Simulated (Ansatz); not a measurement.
# Ligand exchange: GeH2(CH3)Br + C3H6S → GeH2(CH3)(SH) + C3H5Br

Species: GeH2(CH3)Br, singlet; C3H6S (allyl mercaptan) `C=CCS`, singlet; GeH2(CH3)(SH), singlet; C3H5Br (allyl bromide) `C=CCBr`, singlet. The partners trade Br for SH: Ge–Br and C–SH bonds give way to Ge–SH and C–Br.

Shapes, held fixed at every level: PBE0-D4/def2-TZVP. Flexible molecules stand in one conformer, not always the lowest. Programs: Ansatz 0.2.0. The zero-point and thermal change to 298 K, harmonic and unscaled (PBE0-D4/def2-TZVP), is -0.9 kJ/mol.

```csv
level,kind,ΔH(298 K) (kJ/mol),less CCSD(T)/def2-TZVPP,CPU time (sum over the molecules)
BHLYP-D4/def2-TZVPP,global hybrid,+40.7,+5.9,26 s
PBE0-D4/def2-TZVPP,global hybrid,+37.7,+2.9,25 s
r2SCAN0-D4/def2-TZVPP,global hybrid,+39.2,+4.4,40 s
wB97M-V/def2-TZVPP,range-separated hybrid,+39.8,+5.0,86 s
CCSD(T)/def2-SVP,coupled cluster or CI,+42.8,+8.0,41 s
CCSD/def2-SVP,coupled cluster or CI,+44.0,+9.2,–
CCSD(T)/def2-TZVPP,coupled cluster or CI,+34.8,0.0,9.7 min
```

The highest level, CCSD(T)/def2-TZVPP, gives ΔH(298 K) = +34.8 kJ/mol; the levels span +34.8 to +44.0. The column of differences is taken from that level and isn't an error. No measured value is set beside it here. Relativity is left out for Br, Ge. Outer-core shells of Br, Ge are correlated in most correlated rows, in sets that cover them unevenly. CCSD(T)/def2-TZVPP lies outside the range of all other levels here, so it shouldn't be taken on trust. Times are processor times on shared x86 and Arm servers, and rough.

The exchange is endothermic at every level, so bromine favours germanium and the SH group favours the allyl carbon. The main reason is probably bond polarity. Germanium is more electropositive than carbon, and bromine more electronegative than sulfur, so the starting pair gains more from the strongly polar Ge–Br bond than the products recover from Ge–S and C–Br. The C–S bond given up is nearly nonpolar. Allylic stabilisation plays little part in this balance, since the allyl group is present on both sides, and the small thermal term leaves the preference essentially electronic.

The sign is therefore much better supported than the size. Going from def2-SVP to def2-TZVPP lowers the CCSD(T) value by 8.0 kJ/mol, clearly more than adding triples does in the smaller basis. This suggests that basis incompleteness and uneven core correlation matter more here than the treatment of triples, and the spread doesn't support a ranking of the hybrids. A reaction enthalpy also says nothing about how fast the ligands would exchange.
